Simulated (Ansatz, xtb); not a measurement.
How methods differ on CHClF2 (difluorochloromethane)

The species is CHClF2 (5 atoms), meant as a singlet with charge 0. SMILES: `FC(F)Cl`. Geometry: relaxed at PBE0-D4/def2-TZVP. The run starts from this shape.

Quantity: the adiabatic ionisation energy (to the doublet cation, no zero-point term), in eV. The values are calculated.

| level | kind | program | value (eV) |
| --- | --- | --- | --- |
| GFN2-xTB | semi-empirical | xtb | 16.58 |
| HF/STO-3G | Hartree–Fock | Ansatz | 8.93 |
| HF/3-21G | Hartree–Fock | Ansatz | 10.31 |
| HF/6-31G* (Cartesian functions) | Hartree–Fock | Ansatz | 10.40 |
| PBE/def2-SVP | GGA | Ansatz | 11.63 |
| B3LYP/6-31G* (Cartesian functions) | global hybrid | Ansatz | 11.62 |
| MP2/6-31G* (Cartesian functions) | perturbation theory | Ansatz | 11.51 |

The values span 8.93 to 16.58 eV. The xTB values lack the empirical shift that such differences need. Without the sets that lack polarisation functions the rows with a basis span only 10.40 to 11.63 eV.

Electron correlation makes the clearest difference here: in the same 6-31G* basis, the ionisation energy rises from 10.40 eV with Hartree–Fock to 11.51 eV with MP2. The electron leaves an orbital that is mainly a chlorine 3p lone pair, since the fluorine lone pairs are bound more tightly. Removing it breaks up an electron pair, so the neutral molecule has more correlation energy than the cation, and a mean-field treatment places the two states too close together. B3LYP and PBE include correlation by a different route and arrive close to MP2.

That agreement supports the size of the correlation effect, but not the absolute value. All three results lie below the measured ionisation onset, probably because the compact basis sets describe the neutral's lone pairs incompletely. Nor do the energies alone show whether the relaxed cation keeps an intact C–Cl bond or approaches a difluoromethyl cation loosely bound to a chlorine atom, a distinction that matters when comparing an adiabatic value with a photoionisation threshold.
